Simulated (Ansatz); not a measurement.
## ZnPt: the change of pressure with volume per atom

Periodic Kohn-Sham DFT of a crystal at fixed atoms; pressure and stress are positive in compression; the energy is the free energy less that of spherical unpolarised free atoms; site moments are those in the method's own spheres, positive along +z. The results are calculated, by Ansatz 0.2.0.

Cell of the first row (space group P4/mmm, No. 123):
```
cell vectors (Å)
   2.8055     0.0000     0.0000
   0.0000     2.8055     0.0000
   0.0000     0.0000     3.4383
atoms (fractions of the cell vectors)
Zn  0.50000  0.50000  0.50000
Pt  0.00000  0.00000  0.00000
```

Settings of every row: method all-electron PAW; functional PBEsol; relativity scalar; k mesh 11x11x9; filling fermi-dirac; smearing width 0.05 eV; nucleus gaussian.

Atom start moment: 0 on all atoms.

Limits: no spin-orbit coupling on heavy atoms.

| row | volume per atom (Å³) | pressure (GPa) |
| --- | --- | --- |
| 1 | 13.532 | 6.733 |
| 2 | 13.82 | 1.993 |
| 3 | 14.107 | -2.176 |
| 4 | 14.251 | -4.069 |
| 5 | 14.395 | ? |
| 6 | 14.539 | -7.508 |
| 7 | 14.683 | -9.069 |
| 8 | 14.971 | -11.903 |
| 9 | 15.259 | -14.39 |

Question: what pressure should row 5 give?

Worked fit of pressure. Take u = (V_r/V)^(2/3) − 1 with V_r = 14.395 Å³ an atom, which is twice the finite (Eulerian) strain; such expansions in the strain, on which the Birch-Murnaghan equation of state is built, carry the rest volume and the bulk modulus. The shown rows have u = 0.04208, 0.02755, 0.01356, 0.00673, -0.00661, -0.01312, -0.02582, -0.03811. Least squares give pressure = −5.8439 + 257.876 × u + 926.9 × u² + 1152 × u³ GPa; a parabola predicts inner rows, each left out in turn, worse (root mean square 0.019 against 0.0043 GPa). The rows lie off it by -0.002, 0.005, -0.002, -0.003, 0.000, 0.001, 0.001, -0.001 (root mean square 0.0024 GPa). The pressure vanishes at u = 0.0210, or V = 13.95 Å³ an atom, and there the bulk modulus at fixed shape and fractions is B = −V dP/dV = (2/3)(1 + u) dP/du = 203 GPa. Letting shape and atoms relax would as a rule lower it, by much in layered, chain or molecular crystals. The withheld row has u = 0, so the fit gives −5.8439 + 257.876 × (0) + 926.9 × (0)² + 1152 × (0)³ = -5.844 GPa.

The calculation gave -5.844 GPa. The fit meets it to the printed digit.
